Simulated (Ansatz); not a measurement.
Ligand exchange: GeH3F + CHBr2I → GeH3I + CHBr2F

Gas-phase species: GeH3F `[F][GeH3]`, singlet; CHBr2I (dibromoiodomethane) `BrC(Br)I`, singlet; GeH3I `[GeH3][I]`, singlet; CHBr2F (dibromofluoromethane) `FC(Br)Br`, singlet. The partners trade F for I: Ge–F and C–I bonds give way to Ge–I and C–F.

Shapes, held fixed at every level: PBE0-D4/def2-TZVP. Programs: Ansatz 0.2.0. The zero-point and thermal change to 298 K, harmonic and unscaled (PBE0-D4/def2-TZVP), is +2.3 kJ/mol.

Question: Estimate ΔH(298 K) of this reaction.

Answer: The highest level, CCSD(T)/def2-TZVPP, gives ΔH(298 K) = -6.1 kJ/mol; the levels span -42.4 to -6.1. The column of differences is taken from that level and isn't an error. No measured value is set beside it here. For atoms past krypton def2 sets carry core potentials with scalar relativity. Relativity is left out for Br, Ge. Outer-core shells of Br, Ge, I are correlated, in sets that cover them unevenly. CCSD(T)/def2-TZVPP lies outside the range of the other correlated levels here, so it shouldn't be taken on trust.

```csv
level,kind,ΔH(298 K) (kJ/mol),less CCSD(T)/def2-TZVPP
HF/def2-SVP,Hartree–Fock,-42.4,-36.3
PBE-D4/def2-TZVPP,GGA,-20.8,-14.7
r2SCAN-D4/def2-TZVPP,meta-GGA,-23.7,-17.6
PBE0-D4/def2-TZVPP,global hybrid,-24.9,-18.8
wB97X-V/def2-TZVPP,range-separated hybrid,-18.0,-11.9
B2PLYP/def2-TZVPP,double hybrid,-10.5,-4.4
MP2/def2-SVP,perturbation theory,-12.4,-6.3
CCSD(T)/def2-TZVPP,coupled cluster or CI,-6.1,0.0
```

Every level makes the exchange exothermic, so fluorine is favoured on carbon and iodine on germanium, but the size of the preference is poorly fixed. Germanium's strong, polar bond to fluorine opposes the exchange. What outweighs it is probably the dibromomethyl group: bromine lone pairs can donate into the C–F antibonding orbital, and replacing iodine with the much smaller fluorine relieves crowding around carbon.

Electron correlation works against the exchange. In the same basis, going from Hartree–Fock to MP2 shrinks the exothermicity from -42.4 to -12.4 kJ/mol. This suggests that Hartree–Fock misses much of the attraction between the large, polarisable halogens packed together in CHBr2I, and so places that reactant too high. The density functionals without a perturbative term fall between these two values, with no steady progression from GGA to hybrids. The results therefore support a mild preference for the products rather than a strong driving force, and with an enthalpy this modest, entropy could noticeably shift the equilibrium.
